\section*{Smith's two-state diabatisation in one dimension, and a coupling that does not die out: LiF $^1\Sigma^+$}

\subsection*{1. Conventions and the result}

Diatomic molecule, $J=0$, real electronic functions $\phi_j(\mathbf r;R)$ with phases continuous in $R$, adiabatic energies $V_1<V_2$. The electron coordinates $\mathbf r$ are measured from the centre of mass of the nuclei, and $\partial/\partial R$ is taken at fixed $\mathbf r$. Derivative coupling:
\begin{equation}
F_{ij}(R)=\langle\phi_i|\partial_R\phi_j\rangle ,\qquad
\mathbf F=\begin{pmatrix}0&F_{12}\\-F_{12}&0\end{pmatrix}.
\end{equation}
With $\Psi=R^{-1}\sum_j\phi_j\psi_j(R)$, nuclear reduced mass $\mu$, and the two-state space treated as closed under $\partial_R$,
\begin{equation}
\Big[-\frac{\hbar^2}{2\mu}\big(\partial_R+\mathbf F\big)^2+\mathbf V-E\Big]\boldsymbol\psi=0 .
\label{eq:cc}
\end{equation}
New basis $\chi_k=\sum_j\phi_jA_{jk}$, $\boldsymbol\psi=\mathbf A\boldsymbol\eta$. Then $(\partial_R+\mathbf F)\mathbf A\boldsymbol\eta=\mathbf A\boldsymbol\eta'+(\mathbf A'+\mathbf F\mathbf A)\boldsymbol\eta$, so the coupling leaves the kinetic operator if $\mathbf A'+\mathbf F\mathbf A=0$. For a rotation,
\begin{equation}
\mathbf A=\begin{pmatrix}\cos t&\sin t\\-\sin t&\cos t\end{pmatrix},\qquad
\mathbf A'+\mathbf F\mathbf A=(t'+F_{12})\begin{pmatrix}-\sin t&\cos t\\-\cos t&-\sin t\end{pmatrix}.
\end{equation}
Hence Smith's solution (1969):
\begin{equation}
t(R)=t(R_0)-\int_{R_0}^{R}F_{12}(R')\,dR' ,
\label{eq:smith}
\end{equation}
and, from $\mathbf W=\mathbf A^{T}\mathbf V\mathbf A$,
\begin{align}
W_{11}&=V_1\cos^2t+V_2\sin^2t,\nonumber\\
W_{22}&=V_1\sin^2t+V_2\cos^2t,\label{eq:W}\\
W_{12}&=(V_1-V_2)\sin t\cos t.\nonumber
\end{align}
Here $\chi_1=\phi_1\cos t-\phi_2\sin t$ and $\chi_2=\phi_1\sin t+\phi_2\cos t$. One coordinate: no curl condition. Two states: the matrices $\mathbf F(R)$ commute, so no path ordering. The only freedom within rotations is $t(R_0)$, and $\mathbf A(t)\mathbf A(t_0)=\mathbf A(t+t_0)$: the solution is unique up to a constant rotation. Equation~\eqref{eq:smith} says nothing about whether $t(\infty)$ exists.

\subsection*{2. Model for LiF}

Axis $z$ from F to Li. Three spin-free $^1\Sigma^+$ product states of non-overlapping partners, zero of energy at Li($2s$)+F:
\begin{itemize}
\item $S$: Li($2s$) + F (hole in $2p\sigma$), $W_{SS}=0$;
\item $P$: Li($2p\sigma$) + F (hole in $2p\sigma$), $W_{PP}=\Delta E$;
\item $I$: Li$^+$ + F$^-$, $W_{II}=\Delta-k/R$, $k=e^2/4\pi\varepsilon_0=14.40$ eV\,\AA.
\end{itemize}
Typical values as inputs: ionisation energy of Li 5.392 eV; electron affinity of F 3.401 eV; Li $2s\to2p$ excitation $\Delta E=1.848$ eV with oscillator strength $f=0.747$; masses $M_{\rm Li}=7.016$ u, $M_{\rm F}=18.998$ u. Assumed, for illustration only: ionic--covalent coupling $W_{SI}=-H_c$ at the crossing, $H_c=0.05$ eV.
\begin{equation}
\Delta=1.991\ \text{eV},\qquad R_c=\frac{k}{\Delta}=7.23\ \text{\AA},\qquad
s=\frac{k}{R_c^2}=0.275\ \text{eV/\AA}.
\label{eq:Rc}
\end{equation}
Left out: ion polarisation $-k\alpha/2R^4$, which for a typical summed polarisability volume $\alpha\approx2.5$ \AA$^3$ moves $R_c$ out by 0.02 \AA; and the fine structure of F, typical splitting 0.050 eV, whose weighted mean lies one third of the splitting above the $J=3/2$ level and moves $R_c$ out by 0.06 \AA. Distances are therefore good to about 0.1 \AA; a second decimal is carried only through the arithmetic. The splitting is as large as $H_c$, so transition probabilities at the crossing need spin--orbit states. None are computed here.

\paragraph{Pair $(S,I)$: the well-behaved case.} Put $\chi_1=S$, $\chi_2=I$, linearise $W_{II}\simeq s\,x$ with $x=R-R_c$, hold $H_c$ constant (Landau--Zener model). From \eqref{eq:W}, $W_{22}-W_{11}=(V_2-V_1)\cos2t$ and $-2W_{12}=(V_2-V_1)\sin 2t$, so $\cot2t=x/w$ with $w=2H_c/s$:
\begin{equation}
t=\frac{\pi}{4}-\frac12\arctan\frac{x}{w},\qquad
F_{12}=-t'=\frac{w/2}{x^2+w^2},\qquad \int_{-\infty}^{\infty}F_{12}\,dx=\frac{\pi}{2}.
\label{eq:lor}
\end{equation}
Model numbers: half-width $w=0.363$ \AA, peak $1/2w=1.38$ \AA$^{-1}$. The tail is integrable, $t(\infty)=0$ is a legitimate choice, and at 12 \AA\ the angle is down to 0.038 rad.

\paragraph{Pair $(S,P)$.} After that rotation a coupling remains between the two covalent states. In the model it is
\begin{equation}
F_{SP}=-b,\qquad b=0.2198\ \text{\AA}^{-1},
\label{eq:bval}
\end{equation}
derived below in \eqref{eq:b}; residual derivative couplings of $I$ to $S$ and $P$ are set to zero and sized in Section 6. A table of couplings on a grid from 7 to 12 \AA\ would show \eqref{eq:bval} as a low plateau.

\subsection*{3. Attempt (WRONG: the premise W1 is false and the answer W5 is false)}

Aim: a strictly diabatic covalent curve that dissociates to Li($2s$)+F, and its crossing with the ionic curve.

\medskip\noindent\textbf{W1 (false).} ``Separated atoms do not interact, so every $F_{ij}\to0$ as $R\to\infty$. The plateau is only 0.16 of the peak in \eqref{eq:lor} and must be dying away. So $t(\infty)$ exists for $(S,P)$; choose $t(\infty)=0$.''

\noindent\textbf{W2.} Replace $\infty$ by the last grid point, $R_{\max}=12$ \AA: $t(R_{\max})=0$, and $t=0$ beyond.

\noindent\textbf{W3.} Integrate \eqref{eq:smith} inward with $\phi_1=S$, $\phi_2=P$, $V_1=0$, $V_2=\Delta E$:
\begin{equation}
t(R)=-b\,(R_{\max}-R),\quad W_{11}=\Delta E\sin^2t,\quad W_{22}=\Delta E\cos^2t,\quad W_{12}=-\tfrac12\Delta E\sin2t .
\label{eq:wrongW}
\end{equation}

\noindent\textbf{W4.} By W1, $\chi_1$ is ``the Li($2s$) channel'' and $\chi_2$ ``the Li($2p$) channel, 1.848 eV higher''. Drop $\chi_2$; keep $\{\chi_1,I\}$.

\noindent\textbf{W5 (wrong answer).} The crossing solves
\begin{equation}
\Delta-\frac{k}{R_x}=\Delta E\,\sin^2\!\big[b(R_{\max}-R_x)\big].
\label{eq:wrongRx}
\end{equation}
Inside $R_c$ the left side is negative, so there is no root. Between $R_c$ and 12 \AA\ the left side rises and the right side falls, so there is one root: $R_x=9.56$ \AA, at 0.484 eV, with $t=-0.537$ rad. The attempt reports a covalent curve with a repulsive shoulder and an ionic--covalent crossing at 9.6 \AA. \textbf{This is wrong.}

\subsection*{4. Symptoms}

\paragraph{(a) The answer follows the grid.} Repeat W2--W5 with other end points:
\begin{center}
\begin{tabular}{cccc}
$R_{\max}$ (\AA) & $t(R_c)$ (rad) & $W_{11}(R_c)$ (eV) & $R_x$ (\AA)\\\hline
10 & $-0.608$ & 0.60 & 8.3\\
12 & $-1.048$ & 1.39 & 9.6\\
15 & $-1.707$ & 1.81 & 11.8\\
20 & $-2.806$ & 0.20 & 16.0
\end{tabular}
\end{center}
No convergence: $t(R_c)$ is linear in $R_{\max}$, and $W_{11}(R_c)$ swings between 0 and $\Delta E$ with period $\pi/b=14.3$ \AA.

\paragraph{(b) The truncated model loses the input curve.} At 8.4 \AA, $W_{II}=0.28$ eV and $W_{11}=0.93$ eV, so the lower root of $\{\chi_1,I\}$ is ionic and lies near 0.28 eV, apart from level repulsion by couplings of the size of $H_c$. The ground state that went in is covalent there and lies within $H_c^2/W_{II}=0.009$ eV of zero.

\paragraph{(c) The discarded coupling is huge.} At $R_c$: $W_{11}=1.39$, $W_{22}=0.46$, $W_{12}=0.80$ eV. The ``upper'' state is the lower one. At $R_x$, $W_{12}=0.81$ eV. The $2\times2$ block has eigenvalues $0$ and $\Delta E$ at every $R$; dropping $\chi_2$ destroys that.

\paragraph{(d) A kink.} $W_{12}$ reaches zero at $R_{\max}$ with slope $-b\,\Delta E=-0.41$ eV/\AA\ and is then continued as zero. An interaction between neutral atoms 12 \AA\ apart has no such slope.

\paragraph{(e) Origin dependence.} Moving the origin of $\mathbf r$ along the axis changes the plateau, as shown next, and with it every entry of the table.

\subsection*{5. The faulty line}

W1. The arithmetic of W3 is a correct use of \eqref{eq:smith} and \eqref{eq:W}; W2 and W4 inherit the false premise. Vanishing interaction makes the \emph{potential} coupling vanish. The derivative coupling also records that atomic orbitals are carried along by their nuclei through the frame in which $\mathbf r$ is held fixed.

Positions relative to the nuclear centre of mass: Li at $+\gamma R\hat{\mathbf z}$, F at $-(1-\gamma)R\hat{\mathbf z}$, $\gamma=M_{\rm F}/(M_{\rm Li}+M_{\rm F})=0.7303$. For separated atoms $\phi=u^{\rm Li}(\mathbf r_i-\gamma R\hat{\mathbf z})\,u^{\rm F}(\mathbf r_j+(1-\gamma)R\hat{\mathbf z})$, and
\begin{equation}
\partial_R=-\gamma\sum_{i\in\rm Li}\partial_{z_i}+(1-\gamma)\sum_{j\in\rm F}\partial_{z_j}.
\end{equation}
Between $S$ and $P$ the F term vanishes, since the Li factors are orthogonal. With $z=\sum_i z_i$, $\partial_z=\sum_i\partial_{z_i}$ and the atomic Hamiltonian $H$, $[H,z]=-(\hbar^2/m)\partial_z$ gives
\begin{equation}
\langle S|\partial_z|P\rangle=\frac{m}{\hbar^2}\Delta E\,z_{SP},\qquad
F_{SP}(\infty)=-b,\qquad b=\gamma\,\frac{m}{\hbar^2}\,\Delta E\,z_{SP},
\label{eq:b}
\end{equation}
with the phase of $P$ fixed by $z_{SP}=\langle S|z|P\rangle>0$. Test on hydrogen $1s,2p_0$: $z=0.745\,a_0$, $\Delta E=\tfrac38E_h$, and both sides of the first relation equal $0.279\,a_0^{-1}$.

For an $s\to p$ line, $f=\tfrac23(m\Delta E/\hbar^2)\sum_{M}|\langle s|\mathbf r|p_M\rangle|^2=2(m\Delta E/\hbar^2)z_{SP}^2$. For Li:
\begin{align}
&\Delta E=0.06791\,E_h,\qquad z_{SP}=2.345\,a_0,\qquad (m/\hbar^2)\Delta E\,z_{SP}=0.1593\,a_0^{-1},\nonumber\\
&b=0.1163\,a_0^{-1}=0.2198\ \text{\AA}^{-1}.
\end{align}
So for this pair
\begin{equation}
t(R)=t(R_0)+b\,(R-R_0),
\label{eq:linear}
\end{equation}
without limit at infinity. The freedom of Smith's solution is a constant angle, and no constant cancels \eqref{eq:linear}. Strictly diabatic states stay, as far as the two-state space allows, fixed in the frame of $\mathbf r$; atomic channel states move with the atom. The two notions coincide only if $\int^\infty F_{12}\,dR$ converges.

Height is the wrong measure: $t$ is an area. The plateau over $R_c$ to 12 \AA\ gives 1.048 rad; the whole peak gives $\pi/2$.

Origin: a general origin replaces $\gamma$ by the fraction of $R$ that separates it from Li. Origin on F, at the midpoint, on Li: plateau 0.301, 0.150, 0 \AA$^{-1}$. In a program with space-fixed electron coordinates, these correspond to displacing only Li, both nuclei equally, or only F.

Which pairs are affected: those joined by a dipole-allowed transition within one atom. $(S,P)$ is; $(S,I)$ is not, since its transition moment needs overlap. Two remarks on labels. Li($2p$)+F yields a second $^1\Sigma^+$ state ($\pi$ electron, $\pi$ hole); it has no $\partial_z$ element with $S$, but long-range forces mix it with $P$, so the two adiabatic states share the coupling $b$. And $I$ rises through the Li($2p$)+F level at $k/(\Delta-\Delta E)\approx1.0\times10^2$ \AA; beyond that point the states directly above $S$ are the Li($2p$) ones, and the plateau appears among the lowest adiabatic couplings.

\subsection*{6. Mended calculation}

\paragraph{What the constant does physically.} Insert $\psi_S=e^{iKR}$ in \eqref{eq:cc} with $F_{PS}=+b$. To first order in $b$ the driven equation is $[-(\hbar^2/2\mu)\partial_R^2+\Delta E-E]\psi_P=(\hbar^2/\mu)\,b\,\partial_R\psi_S$, with $E=\hbar^2K^2/2\mu$. The particular solution, $v=\hbar K/\mu$:
\begin{equation}
\frac{\psi_P}{\psi_S}=\frac{i\hbar v\,b}{\Delta E}=i\,\frac{\gamma m v\,z_{SP}}{\hbar}.
\label{eq:admix}
\end{equation}
This is the $P$ component of $e^{i\gamma mvz/\hbar}S$ to first order: a ground-state Li atom whose electrons move with the nucleus at speed $\gamma v$. It is the electron translation factor of Bates and McCarroll (1958), and no excitation. For an ion pair that falls in from rest and leaves on $S$: $E=\Delta$, $\mu=5.124$ u, $v=8.66$ km/s, $|\psi_P/\psi_S|=6.8\times10^{-3}$, weight $4.6\times10^{-5}$.

\paragraph{Moving the origin alone is no cure.} One active electron, Li$^+$ core rigid, motion along $z$. Take $(R,z_A)$ with $z_A=z-\gamma R$, the origin on Li. Then $F_{SP}=0$, but the kinetic energy acquires the cross term $+(\hbar^2/M_{\rm Li})\partial_R\partial_{z_A}$. In \eqref{eq:cc} the corresponding term was $-(\hbar^2/\mu)F_{SP}\partial_R=(\hbar^2\gamma/\mu)\langle S|\partial_z|P\rangle\partial_R$, and $\gamma/\mu=1/M_{\rm Li}$. Same term, new place.

\paragraph{Atomic Jacobi coordinates.} Measure the separation from F to the centre of mass of the Li \emph{atom}:
\begin{equation}
\tilde R=R+\lambda z_A,\qquad z_A=z-\gamma R,\qquad \lambda=\frac{m}{M_{\rm Li}+m}=7.8\times10^{-5}.
\end{equation}
The kinetic energy has no cross term in $(\tilde R,z_A)$. Since $R=\tilde R-\lambda z_A$ and $z=z_A+\gamma R$,
\begin{equation}
\partial_{\tilde R}\big|_{z_A}=\partial_R\big|_z+\gamma\,\partial_z,\qquad
\tilde F_{SP}=F_{SP}+\gamma\frac{m}{\hbar^2}\Delta E\,z_{SP}=-b+b=0 .
\label{eq:mend}
\end{equation}
The curves are unchanged for practical purposes: $\lambda z_{SP}=1.8\times10^{-4}a_0$. The phase is not: $K(\tilde R-R)\simeq K m z_A/M_{\rm Li}=\gamma mvz_A/\hbar$ reproduces the factor behind \eqref{eq:admix}. For a pair whose active electron stays on Li, the working rule at finite $R$ is to feed \eqref{eq:smith} with
\begin{equation}
\tilde F_{12}(R)=F_{12}(R)+\gamma\,\frac{m}{\hbar^2}\,\big[V_2(R)-V_1(R)\big]\,z_{12}(R),
\label{eq:rule}
\end{equation}
built from the same computed energies and transition dipoles; the commutator holds for the molecular electronic Hamiltonian as well.

\paragraph{Redo.}
\begin{itemize}
\item[M1.] Test: $F_{SP}(\infty)=-b\neq0$, so $t(\infty)$ is undefined for the raw coupling.
\item[M2.] Use \eqref{eq:mend}: $\tilde F_{SP}=0$, so $\tilde t(\infty)=0$ can be imposed and $\tilde t\equiv0$ for any $R_{\max}$.
\item[M3.] \eqref{eq:W} gives $W_{11}=0$, $W_{22}=\Delta E$, $W_{12}=0$; $\chi_1=S$, $\chi_2=P$.
\item[M4.] $P$ lies 1.848 eV above the crossing and is dropped; its remaining effect is level repulsion on $I$ through an overlap-sized coupling.
\item[M5.] Crossing: $\Delta-k/R=0$, $R_c=7.2$ \AA. Smith's solution for $(S,I)$ is \eqref{eq:lor}: $t(R_c)=\pi/4$, $V_2-V_1=2H_c$, $W_{12}=-H_c$.
\end{itemize}

\paragraph{What remains ambiguous for $(S,I)$.} Here the electron changes atom, and no single Jacobi set fits both channels. Bound the effect by moving the origin all the way from Li to F, which changes $F_{12}$ by $(m/\hbar^2)(V_2-V_1)|z_{12}|$. With $z_{SS}-z_{II}\simeq R$ and the overlap-sized $z_{SI}$ neglected, $|z_{12}|=R\sin t\cos t$; from \eqref{eq:W}, $(V_2-V_1)\sin t\cos t=|W_{SI}|$. So
\begin{equation}
|\delta F_{12}|=\frac{m}{\hbar^2}\,|W_{SI}(R)|\,R .
\end{equation}
At $R_c$: 0.047 \AA$^{-1}$, or 0.034 of the peak. Assume $|W_{SI}|=H_ce^{-\kappa(R-R_c)}$ outside the crossing, with the tail constant of F$^-$, $\kappa=\sqrt{2m\cdot3.401\ \text{eV}}/\hbar=0.945$ \AA$^{-1}$. The area from $R_c$ outward is
\begin{equation}
\frac{m}{\hbar^2}H_c\Big(\frac{R_c}{\kappa}+\frac{1}{\kappa^2}\Big)=0.058\ \text{rad}.
\end{equation}
Finite, so $t(\infty)$ exists for every origin; the angle at the crossing is uncertain by this amount against $\pi/4$.

\paragraph{The other correct route.} Keep \eqref{eq:wrongW} as it stands, with all three states and the full $\mathbf W$. That is \eqref{eq:cc} in a rotated basis, valid for any $R_{\max}$ as anchor, provided $t$ keeps growing outside and channel amplitudes are read after rotating back with $\mathbf A$ and removing the admixture \eqref{eq:admix}. In that basis no state may be dropped and no crossing of diagonal elements has a meaning.

\subsection*{7. Size of the error}

All entries are the model's; wrong column for $R_{\max}=12$ \AA.
\begin{center}
\begin{tabular}{lcc}
quantity & wrong & mended\\\hline
$(S,P)$ angle at $R_c$ (rad) & $-1.048$ & 0\\
Li($2p$) weight in $\chi_1$ at $R_c$ & 0.75 & 0\\
covalent diabat at $R_c$ (eV) & 1.39 & 0\\
$W_{12}$ of $(S,P)$ at $R_c$ (eV) & 0.80 & 0\\
ionic--covalent crossing (\AA) & 9.6 & 7.2
\end{tabular}
\end{center}
The crossing is displaced outward by 2.3 \AA, or 32\%, far beyond the 0.1 \AA\ that the model leaves open. The geometric area $\pi R_x^2$ that scales a neutralisation cross-section is too large by a factor 1.75. These figures do not involve $H_c$. They do rest on $F_{SP}$ keeping its atomic value inward to 7 \AA, which neglects the overlap of the diffuse Li $2p$ orbital with F. The spurious shift of the covalent curve is 28 times the assumed $H_c$, while the real trace of the constant coupling in the molecular frame is the weight $4.6\times10^{-5}$ from \eqref{eq:admix}.

Tolerance: the shift $\Delta E\,t^2$ stays below $H_c$ only for $|t|<\sqrt{H_c/\Delta E}=0.16$ rad, that is for an anchor within 0.75 \AA\ of $R_c$, about two half-widths $w$. An anchor far enough out to clear the peak is too far out for the plateau. Before anchoring \eqref{eq:smith} at large $R$, evaluate $\gamma(m/\hbar^2)(V_2-V_1)z_{12}$ at the last grid point; if it is not negligible when multiplied by the length of the grid, integrate \eqref{eq:rule} and not the raw coupling.